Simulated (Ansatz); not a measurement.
## Ir: Grüneisen parameters and expansion

The calculation used Ansatz, DFT LDA, scalar-relativistic, plane waves, PAW. Plane waves to 420 eV; Γ-centred k mesh 20×20×20; Fermi-Dirac smearing of 0.15 eV. No spin polarisation. Phonons by linear response, acoustic sum rule imposed.

The cell, relaxed at this level:
```
Ir
1.0
     0.00000    1.90642    1.90642
     1.90642    0.00000    1.90642
     1.90642    1.90642    0.00000
Ir
1
Direct
  0.00000 0.00000 0.00000
```

In a metal, frequencies depend on the k mesh and the smearing, soft modes most. Spin–orbit coupling is left out, which can shift energies with elements as heavy as these.

Phonons on a 2×2×2 q mesh at 0.98, 1 and 1.02 times the equilibrium volume give γ = −d ln ν/d ln V, modes matched by rank. The cell has V = 13.86 Å³ with 1 atom and B = 402 GPa. Points of the mesh (fractions of the reciprocal vectors) with their weights out of 8; the acoustic modes at Γ are left out:

```json
{"q": "0.00 0.00 -0.50", "weight": "4", "ν (cm⁻¹)": "116", "γ": "2.06", "degeneracy": "2"}
{"q": "0.00 0.00 -0.50", "weight": "4", "ν (cm⁻¹)": "204", "γ": "2.99", "degeneracy": "1"}
{"q": "0.00 -0.50 -0.50", "weight": "3", "ν (cm⁻¹)": "148", "γ": "2.58", "degeneracy": "2"}
{"q": "0.00 -0.50 -0.50", "weight": "3", "ν (cm⁻¹)": "195", "γ": "3.06", "degeneracy": "1"}
```

Problem. Work out the volume expansion coefficient at 50, 100, 300 and 800 K in Grüneisen's theory.

Solution. Each mode holds c = k_B x² eˣ/(eˣ − 1)², x = hcν/k_BT (k_B = 0.695 cm⁻¹/K). Weighted over the mesh, C_V = Σ c, γ̄ = Σ cγ/C_V and α_V = γ̄ C_V/(BV):
```tsv
T (K)	C_V (k_B a cell)	γ̄	α_V (10⁻⁶/K)
50	0.71	2.32	4.1
100	1.77	2.46	10.8
300	2.50	2.52	15.6
800	2.61	2.53	16.3
```

The classical limit of C_V is 3n = 3 k_B, less the 3/8 k_B of the three modes left out, which leaves C_V and α_V about 12 % low even at high temperature. All γ are positive, so the crystal expands at every temperature. For a cubic crystal the linear coefficient is a third of α_V. A mesh this coarse misses long acoustic waves, so the low-temperature rows are rough; B and γ are held at their static values, and the electrons' part is left out.

Problem. The zero-point energy of the cell, summed on a denser interpolated mesh, is 28.053, 26.619 and 25.226 meV at the three volumes. How far does it expand the lattice at 0 K?

Solution. P_zp = −dE_zp/dV = 2.827 meV / (0.554 Å³) × 0.16022 GPa Å³/meV = 0.817 GPa, so ΔV/V = P_zp/B = 0.20 %. This share is taken off a measured low-temperature volume before it is compared with a static calculation.

Cost: 6 runs of about 2.2 core-minutes in all, on Intel Xeon 6975P-C (Granite Rapids) (shared hosts).

Iridium's thermal expansion is small because its lattice is stiff: bonding through a partly filled 5d shell gives a large bulk modulus, which outweighs the sizeable Grüneisen parameters. The rise of α_V from 4.1 to 15.6 × 10⁻⁶/K between 50 and 300 K mainly reflects the thermal population of the modes, since γ̄ changes only from 2.32 to 2.52. That slight increase arises because the softer transverse modes, which are excited first, have the lower γ at both wavevectors. Longitudinal motion probably samples the steep short-range repulsion between neighbours more directly, whereas transverse motion has more shear character.

The bulk modulus of 402 GPa is above the measured value, as expected from LDA overbinding, and by itself this lowers the calculated expansion. The zero-point expansion of 0.20 % is small because the heavy atoms vibrate at low frequencies in a stiff lattice, so it can offset only a minor part of the usual LDA volume error. The positive zone-boundary γ values support ordinary expansion, but don't establish the sign for every long-wavelength shear mode.
